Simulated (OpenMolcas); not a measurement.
## SnSiH6 (SMILES [SiH3][SnH3]): methods side by side

The species is SnSiH6 (8 atoms), meant as a singlet with charge 0. SMILES: `[SiH3][SnH3]`. The shape is that of a PBE0-D4/def2-TZVP optimisation.

Quantity: the vertical ionisation energy (to the doublet cation), in eV. The values are calculated.

```csv
level,kind,program,value (eV),CPU time (all runs)
HF/def2-SVPD (core potential),Hartree–Fock,OpenMolcas,9.41,64 s
SVWN5/def2-SVPD (core potential),LDA,OpenMolcas,10.02,2 min
PBE/def2-SVPD (core potential),GGA,OpenMolcas,9.87,2.2 min
M06-L/def2-SVPD (core potential),meta-GGA,OpenMolcas,9.83,4.3 min
TPSS/def2-SVPD (core potential),meta-GGA,OpenMolcas,9.95,2.6 min
B3LYP/def2-SVPD (core potential),global hybrid,OpenMolcas,10.05,3.3 min
BHLYP/def2-SVPD (core potential),global hybrid,OpenMolcas,10.06,3.2 min
M06-2X/def2-SVPD (core potential),hybrid meta-GGA,OpenMolcas,10.03,4.5 min
```

Spin-orbit coupling, which can split open shells on such heavy atoms by tenths of an eV, is left out. The values span 9.41 to 10.06 eV. CPU times are rough (shared hosts, several kinds of processor): they show what a rung costs within a factor of a few.

Hartree–Fock stands apart at 9.41 eV, while all the density functionals fall between 9.83 and 10.06 eV. The gap probably reflects missing electron correlation: the neutral molecule has an electron pair that ionisation breaks, so leaving out correlation destabilises it more than the cation and makes the electron too easy to remove. The electron most likely comes from the Si–Sn σ bond, which lies above the more strongly bound Si–H and Sn–H combinations.

Among the functionals, the values follow neither the type of functional nor the share of exact exchange in any simple way. LDA lies above PBE and close to the hybrids, and B3LYP and BHLYP nearly coincide despite their different exchange fractions. The results therefore support a vertical ionisation energy near 10 eV at the density-functional level, but their agreement doesn't show which functional is most accurate. Removing a σ-bonding electron should lengthen the Si–Sn bond, so the adiabatic ionisation energy would be lower than these vertical values, by an amount not determined here.
